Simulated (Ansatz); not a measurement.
Sb: the change of largest V_zz and pressure with volume scale

Results calculated with Ansatz 0.2.0, not measured. Periodic Kohn-Sham DFT of a crystal at fixed atoms, scaled to volume_scale times the given cell; pressure positive in compression, energy less spherical unpolarised free atoms, largest_vzz the field gradient of largest size among the nuclei.

The cell before it is scaled or strained (space group R-3m, No. 166):
```
Sb
1.0
      2.1506     1.2416     3.7440
     -2.1506     1.2416     3.7440
      0.0000    -2.4833     3.7440
Sb
2
Direct
  0.23364 0.23364 0.23364
  0.76636 0.76636 0.76636
```

Settings of every row: method all-electron PAW; functional LDA; relativity scalar; k mesh 12x12x12; filling fermi-dirac; smearing width 0.03 eV; nucleus gaussian.

Atom start moment: 0 on all atoms.

Limits: field gradient without spin-orbit coupling on heavy atoms; no gap: field gradients move with the k mesh; no spin-orbit coupling on heavy atoms.

| row | volume scale | V (Å³/atom) | largest V_zz (1e21 V/m^2) | pressure (GPa) |
| --- | --- | --- | --- | --- |
| 1 | 0.94 | 28.193 | -4.679 | 3.249 |
| 2 | 0.96 | 28.793 | -4.691 | 1.739 |
| 3 | 0.98 | 29.392 | -4.698 | 0.39 |
| 4 | 0.99 | 29.692 | -4.698 | -0.231 |
| 5 | 1 | 29.993 | -4.693 | -0.818 |
| 6 | 1.01 | 30.292 | -4.685 | -1.373 |
| 7 | 1.02 | 30.592 | -4.674 | -1.898 |
| 8 | 1.04 | 31.192 | ? | ? |
| 9 | 1.06 | 31.792 | -4.613 | -3.728 |

Question: what largest V_zz and pressure should row 8 give?

Worked fit of largest V_zz. Take t = volume scale − 0.99. The shown rows have t = -0.05, -0.03, -0.01, 0, 0.01, 0.02, 0.03, 0.07. Least squares give largest V_zz = −4.6961 + 0.288 × t + 12.92 × t² 1e21 V/m^2; a straight line predicts inner rows, each left out in turn, worse (root mean square 0.015 against 0.0019 1e21 V/m^2). The rows lie off it by -0.001, 0.002, 0.000, -0.002, -0.001, 0.000, 0.002, 0.000. The withheld row has t = 0.05, so the fit gives −4.6961 + 0.288 × (0.05) + 12.92 × (0.05)² = -4.649 1e21 V/m^2.

The calculation gave -4.645 1e21 V/m^2. The fit lies 0.004 1e21 V/m^2 (4.7 % of the column's range) below it; its largest miss of a shown row is 0.002 1e21 V/m^2.

Worked fit of pressure. Take u = (V_r/V)^(2/3) − 1 with V_r = 29.843 Å³ an atom, which is twice the finite (Eulerian) strain; such expansions in the strain, on which the Birch-Murnaghan equation of state is built, carry the rest volume and the bulk modulus. The shown rows have u = 0.03865, 0.02417, 0.0102, 0.00339, -0.00334, -0.00991, -0.01639, -0.0413. Least squares give pressure = −0.5298 + 87.566 × u + 254.94 × u² + 235 × u³ GPa; a parabola predicts inner rows, each left out in turn, worse (root mean square 0.0038 against 0.00099 GPa). The rows lie off it by 0.000, 0.000, 0.000, -0.001, 0.001, 0.000, 0.000, 0.000. The pressure vanishes at u = 0.0059, or V = 29.58 Å³ an atom, and there the bulk modulus at fixed shape and fractions is B = −V dP/dV = (2/3)(1 + u) dP/du = 60.8 GPa. Letting shape and atoms relax would as a rule lower it, by much in layered, chain or molecular crystals. The withheld row has u = -0.02904, so the fit gives −0.5298 + 87.566 × (-0.02904) + 254.94 × (-0.02904)² + 235 × (-0.02904)³ = -2.863 GPa.

The calculation gave -2.865 GPa. The fit lies 0.002 GPa (0.029 % of the column's range) above it; its largest miss of a shown row is 0.001 GPa.
